## Appendix: The isothermal convention and the spurious drift for a state-dependent diffusivity

### A.1 Premises and notation

A Cartesian coordinate $x$ of a Brownian particle, such as its height above a wall, is described under four premises.

1. On the time scale of observation $x(t)$ is a continuous Markov process. Conditional on the starting point $x(t)=x$, the increment $\Delta x$ over $\Delta t$ has $\langle\Delta x\rangle=A(x)\Delta t$ and $\langle\Delta x^2\rangle=2D(x)\Delta t$ to first order in $\Delta t$, and higher moments are $o(\Delta t)$. $A$ is the Itô drift. $D>0$ is the diffusivity and is twice differentiable.
2. The bath has a uniform temperature $T$, and the force is conservative, $F=-U'$, where $U$ is the potential of mean force. A prime denotes $d/dx$ and $k$ is the Boltzmann constant.
3. The stationary density with respect to $dx$ is $P_{\rm eq}\propto e^{-U/kT}$, and the particle is confined by impenetrable walls or by $U$.
4. $D(x)$ is set by the solvent and the geometry and does not change when $U$ is changed.

### A.2 The convention $\alpha$ and its Itô drift

A Langevin equation with noise amplitude $b(x)=\sqrt{2D(x)}$ is defined as the limit $\Delta t\to0$ of

$$\Delta x=a(x)\,\Delta t+b(x+\alpha\,\Delta x)\,\Delta W,\qquad 0\le\alpha\le1, \tag{A1}$$

where the $\Delta W$ are independent Gaussian variables with zero mean and variance $\Delta t$. The value $\alpha=0$ is the Itô reading, $\alpha=1/2$ the Stratonovich reading, and $\alpha=1$ the isothermal (Hänggi–Klimontovich) reading.

Since $\Delta W$ is of order $\Delta t^{1/2}$, the leading solution of (A1) is $\Delta x=b\,\Delta W+O(\Delta t)$. Inserting it into the argument of $b$ and expanding gives

$$\Delta x=a\,\Delta t+b\,\Delta W+\alpha\,b\,b'\,\Delta W^2+O(\Delta t^{3/2}),$$

with all functions taken at the starting point. Over a finite time $t$ there are $t/\Delta t$ steps, so the remainders add up to $O(\Delta t^{1/2})$ and vanish. The term in $\Delta W^2$ survives. Write $\Delta W^2=\Delta t+(\Delta W^2-\Delta t)$. The bracket has zero mean and variance $2\Delta t^2$ and is independent of the past, so its sum over all steps, weighted with $\alpha bb'$, has a variance of order $t\,\Delta t$ and vanishes in mean square. With $bb'=(b^2/2)'=D'$, equation (A1) is equivalent to an Itô equation with

$$A=a+\alpha D'. \tag{A2}$$

The term $\alpha D'$ is the noise-induced or spurious drift of convention $\alpha$. The process is fixed by the pair $(A,D)$. The pair $(a,\alpha)$ is a notation for it, and changing $\alpha$ at fixed $a$ changes the process.

### A.3 Fokker–Planck equation and stationary density

For a smooth test function $\varphi$ that vanishes near the boundaries, Taylor expansion and premise 1 give $d\langle\varphi\rangle/dt=\langle A\varphi'+D\varphi''\rangle$. Writing the averages as integrals over the density $P(x,t)$, integrating by parts once in the first term and twice in the second, and using that $\varphi$ is arbitrary, one finds

$$\partial_tP=-\partial_xJ,\qquad J=AP-\partial_x(DP)=\left[a-(1-\alpha)D'\right]P-D\,\partial_xP. \tag{A3}$$

In a stationary state $J$ is independent of $x$. It vanishes at an impenetrable wall or deep in a confining potential, so it vanishes everywhere. Dividing $J=0$ by $DP$ gives $(\ln P)'=a/D-(1-\alpha)(\ln D)'$, which integrates to

$$P_{\rm s}(x)\propto D(x)^{\alpha-1}\exp\int^x\frac{a}{D}\,dx'. \tag{A4}$$

For the force-free equation, $a=0$ in a closed box, $P_{\rm s}\propto D^{\alpha-1}$. The Itô reading gives $1/D$ and the Stratonovich reading $1/\sqrt D$, both of which accumulate particles where diffusion is slow. Only $\alpha=1$ gives the uniform density that premise 3 demands for $U=0$.

### A.4 The drift required by equilibrium

Insert $P_{\rm eq}$ into $J=0$. Since $P_{\rm eq}'=-U'P_{\rm eq}/kT$, the condition $AP_{\rm eq}=(DP_{\rm eq})'$ fixes the drift uniquely:

$$A=-\frac{D\,U'}{kT}+D'. \tag{A5}$$

Substituting (A5) into (A3) cancels the terms $D'P$ and leaves, for any density $P$,

$$J=-D\left[\partial_xP+\frac{U'}{kT}P\right]. \tag{A6}$$

Three consequences follow. First, adding a small force $\delta F$ changes $A$ by $D\,\delta F/kT$, by premise 4. The local mobility, defined as the change of drift per unit force, is therefore $\mu(x)=D(x)/kT$, the local Einstein relation. Second, comparison of (A5) with (A2) shows that any convention describes the equilibrium process if

$$a=\mu F+(1-\alpha)D'.$$

Third, the bare form $a=\mu F$ is correct wherever $D'\ne0$ only for $\alpha=1$, which is the reason for the name isothermal. Read with another $\alpha$, it gives $P_{\rm s}\propto D^{\alpha-1}e^{-U/kT}$ by (A4), as if the potential were $U+(1-\alpha)kT\ln D$.

The drift $D'$ carries no current in equilibrium. A particle released at $x$ makes larger excursions toward the side of larger $D$, so its mean displacement points that way, while particles that arrive at $x$ come on average from that same side.

### A.5 The same flux from the small-mass limit

Equation (A6) also follows without assuming premise 3, from an inertial model with friction $\gamma(x)$ and white noise of strength $2\gamma kT$:

$$dx=u\,dt,\qquad m\,du=(F-\gamma u)\,dt+\sqrt{2\gamma kT}\,dW .$$

This model has no ambiguity of convention. The noise amplitude depends on $x$ only, and $\Delta x=u\,\Delta t$ contributes at order $\Delta t^{3/2}$. The phase-space density $f(x,u,t)$ obeys the Kramers equation

$$\partial_tf=-u\,\partial_xf-\frac{F}{m}\partial_uf+\frac{\gamma}{m}\partial_u(uf)+\frac{\gamma kT}{m^2}\partial_u^2f .$$

Let $P,J,K,Q,S$ be the integrals of $f$ over $u$ with weights $1,u,u^2,u^3,u^4$. Multiplying by these weights and integrating by parts in $u$ gives $\partial_tP=-\partial_xJ$ and

$$\partial_tJ=-\partial_xK+\frac{F}{m}P-\frac{\gamma}{m}J,$$

$$\partial_tK=-\partial_xQ+\frac{2F}{m}J-\frac{2\gamma}{m}K+\frac{2\gamma kT}{m^2}P,$$

$$\partial_tQ=-\partial_xS+\frac{3F}{m}K-\frac{3\gamma}{m}Q+\frac{6\gamma kT}{m^2}J .$$

Let $m\to0$ at fixed $\gamma$, $F$ and $T$, for times long against $m/\gamma$. Thermal velocities scale as $m^{-1/2}$, so $K\sim m^{-1}$ and $S\sim m^{-2}$, while $J$ stays finite. The last equation then gives $Q\sim m^{-1}$. In the equation for $K$ the last two terms are of order $m^{-2}$ and all others of order $m^{-1}$, so $K=kTP/m$ to leading order. Multiplying the equation for $J$ by $m$ and dropping $m\,\partial_tJ$ gives

$$J=\frac{1}{\gamma}\left[FP-\partial_x(kTP)\right]. \tag{A7}$$

For uniform $T$ this is (A6) with $D=kT/\gamma$. The friction stands outside the gradient because the gradient acts on the momentum flux $mK=kTP$, which does not contain $\gamma$.

### A.6 Mobility tensor

For Cartesian coordinates $X_i$ let $\langle\Delta X_i\rangle=A_i\Delta t$ and $\langle\Delta X_i\Delta X_j\rangle=2kT\,M_{ij}\Delta t$, with $M$ symmetric and positive definite. The argument of A.3 gives $J_i=A_iP-kT\,\partial_j(M_{ij}P)$, with repeated indices summed. In several dimensions stationarity alone allows a circulating current, so detailed balance, $J_i=0$ in equilibrium, is added as a premise. It holds for positions in a system with time-reversible microscopic dynamics and no drive. Inserting $P_{\rm eq}$ gives

$$A_i=-M_{ij}\partial_jU+kT\,\partial_jM_{ij},\qquad J_i=-M_{ij}\left[P\,\partial_jU+kT\,\partial_jP\right]. \tag{A8}$$

The extra drift is $kT\,\nabla\!\cdot\!M$, and $M$ is the mobility by the response argument of A.4.

The rule $\alpha=1$ does not carry over in general. Let the noise be $B_{ik}\Delta W_k$ with $BB^{\rm T}=2kT\,M$. Evaluating $B$ at $X+\alpha\Delta X$ and using $\langle\Delta W_k\Delta W_l\rangle=\delta_{kl}\Delta t$ gives the drift $\alpha B_{jk}\partial_jB_{ik}$, whereas the product rule gives

$$kT\,\partial_jM_{ij}=\tfrac12\left[B_{jk}\partial_jB_{ik}+B_{ik}\partial_jB_{jk}\right].$$

End-point evaluation reproduces (A8) only if the two terms in the bracket are equal. They are equal for diagonal $B$, where both reduce to $B_{ii}\partial_iB_{ii}$ without summation. They differ for $B_{11}=B_{22}=1$, $B_{12}=0$, $B_{21}=g(X_1)$, where the end-point drift of $X_2$ is $g'$ and the required drift is $g'/2$. The Itô form (A8) is thus the general statement. For a sphere above a plane wall the translational mobility is ${\rm diag}(M_\parallel,M_\parallel,M_\perp)$ and depends on the height alone. The lateral components of $\nabla\!\cdot\!M$ vanish, and the height obeys (A5) with $D=kT\,M_\perp$.

### A.7 Force inferred from drift

Let $v(x)$ be the mean of $\Delta x/\Delta t$ over all steps of a trajectory that start at $x$. As $\Delta t\to0$, $v=A$, and (A5) solved for the force gives

$$F=\frac{kT}{D}\left(v-D'\right). \tag{A9}$$

The uncorrected estimate $kT\,v/D$ exceeds $F$ by the spurious force $kT\,D'/D=kT\,(\ln D)'$. Both $D$ and $D'$ can be taken from the variance of the same steps. Relation (A9) concerns the conditional dynamics, so it holds also when the density has not relaxed to $P_{\rm eq}$.

The steps must be sorted by their starting point. If a step is assigned to $x+\beta\Delta x$, then for a test function $\varphi$

$$\langle\Delta x\,\varphi(x+\beta\Delta x)\rangle/\Delta t\to\langle A\varphi+2\beta D\varphi'\rangle=\int\varphi\left[AP-2\beta\,\partial_x(DP)\right]dx ,$$

so $v_\beta=A-2\beta\,\partial_x(DP)/P$. In equilibrium $(DP)'=AP$ and $v_\beta=(1-2\beta)A$. Sorting by midpoint returns zero and sorting by end point returns $-A$.

At finite $\Delta t$, applying the operator $A\partial_x+D\partial_x^2$ twice to the function $x$ gives

$$v=A+\tfrac12\Delta t\left(AA'+DA''\right)+O(\Delta t^2).$$

The relative correction is of order $D\Delta t/\ell^2$, where $\ell$ is the shortest length on which $D$ or $U/kT$ varies. The mean of $N$ steps has a standard deviation $\sqrt{2D/(N\Delta t)}$.

### A.8 Range of validity

*Time scales.* The Markov premise needs $\Delta t$ long against the momentum relaxation time $m/\gamma$ and the viscous time $R^2\rho_f/\eta$ of a sphere of radius $R$ in a fluid of density $\rho_f$ and viscosity $\eta$. The displacement during these times must be small against $\ell$. For a colloid in a liquid the two times are comparable, so the white-noise model of A.5 fails at short times. The argument of A.4 does not rely on that model.

*Thermal noise.* The result rests on the Boltzmann density. An external noise that is not tied to the friction obeys no such constraint. A first-order equation driven by smooth noise of vanishing correlation time tends to the Stratonovich reading (Wong–Zakai theorem).

*Uniform temperature.* Within the model of A.5, (A7) keeps $T(x)$ inside the gradient. For constant $\gamma$ and $F=0$ it gives $P\propto1/T\propto1/D$, the Itô form. Real suspensions have thermophoretic forces in addition, which the model omits.

*Coordinates.* For $y=y(x)$ the equilibrium density is $e^{-U/kT}|dx/dy|$, and (A5) holds in $y$ with $U$ replaced by $U-kT\ln|dx/dy|$.

*Hydrodynamics.* Setting $\mu$ equal to the Stokes mobility used below assumes smooth rigid surfaces, no slip, negligible Reynolds number and no electroviscous drag from the ion clouds.

### A.9 Illustration: silica sphere above glass

The sphere has diameter 1.5 µm, so $R=0.75$ µm, and the surface-to-surface gap is $h=100$ nm. The inputs, all typical values, are $T=298$ K, $\eta=0.89$ mPa s, $\rho_f=1.0$ g cm$^{-3}$, particle density 2.0 g cm$^{-3}$ and $g=9.81$ m s$^{-2}$. Three figures are kept to carry the arithmetic; quantities that contain $\eta$ or the densities are reliable to two at best. Then $kT=4.114$ fN µm, $\gamma_0=6\pi\eta R=1.258\times10^{-8}$ kg s$^{-1}$ and $D_0=kT/\gamma_0=0.327$ µm$^2$ s$^{-1}$.

Brenner's solution (1961) for motion normal to a no-slip plane gives $D=D_0/\lambda$, with $\cosh\xi=1+h/R$ and

$$\lambda=\frac43\sinh\xi\sum_{n=1}^\infty\frac{n(n+1)}{(2n-1)(2n+3)}\left[\frac{2\sinh[(2n+1)\xi]+(2n+1)\sinh2\xi}{4\sinh^2[(n+\frac12)\xi]-(2n+1)^2\sinh^2\xi}-1\right].$$

It tends to 1 far from the wall and to $R/h$ near contact. Here $\cosh\xi=17/15$, $\sinh\xi=8/15$ and $\xi=0.5108$. The sum begins $10.860+1.120+0.328+\dots$ and converges to 12.528, so $\lambda=8.909$ and $D=0.0367$ µm$^2$ s$^{-1}$. Termwise differentiation gives $d\ln\lambda/d\xi=-3.445$. With $dh=R\sinh\xi\,d\xi$,

$$\frac{D'}{D}=-\frac{1}{R\sinh\xi}\frac{d\ln\lambda}{d\xi}=8.61\ \mu{\rm m}^{-1},\qquad D'=0.316\ \mu{\rm m\,s}^{-1}.$$

The common rational approximant $\lambda\approx(6h^2+9Rh+2R^2)/(6h^2+2Rh)$ gives $\lambda=8.857$ and $D'/D=8.58$ µm$^{-1}$, lower than the series by 0.6 % and 0.3 %.

The spurious force is $kT\,D'/D=35.4$ fN, directed away from the wall. It is independent of $\eta$ and amounts to 0.861 of its contact limit $kT/h=41.1$ fN. The buoyant weight of the sphere is $W=17.3$ fN, so the spurious force is 2.04 times the weight. The total force at 100 nm also contains double-layer and dispersion parts, which depend on the electrolyte and the surfaces; the correction in (A9) is the same whatever they are. Two assigned values of the total force show its effect.

| total force $F$ (fN) | $DF/kT$ (µm/s) | drift $v$ (µm/s) | uncorrected $kT\,v/D$ (fN) |
|---|---|---|---|
| $0$ | $0$ | $+0.316$ | $+35.4$ |
| $-17.3$ | $-0.155$ | $+0.161$ | $+18.1$ |

In the first row the height is an extremum of $U$, and the uncorrected analysis reports a repulsion. In the second the force points toward the wall and the uncorrected value has the opposite sign. A simulation of $a=\mu F$ would overpopulate this height relative to the bulk by $\lambda^{1-\alpha}$ beyond the Boltzmann factor, which is 8.91 in the Itô reading and 2.98 in the Stratonovich reading.

The time scales leave a wide window. The bulk values are $m/\gamma_0=0.28$ µs and $R^2\rho_f/\eta=0.63$ µs, and the diffusive displacement with $D_0$ in the longer time is 0.64 nm. The upper limit for $\ell=h$ is $h^2/2D=0.14$ s, and it is shorter if $U$ varies on a screening length below $h$. For $\Delta t=2$ ms, $D\Delta t/h^2=0.007$, the root-mean-square step is 12 nm and the spurious displacement $D'\Delta t$ is 0.63 nm. Resolving $v$ to one tenth of $D'$ requires an accumulated time $N\Delta t=2D/(0.1D')^2=73$ s of steps that start near this height.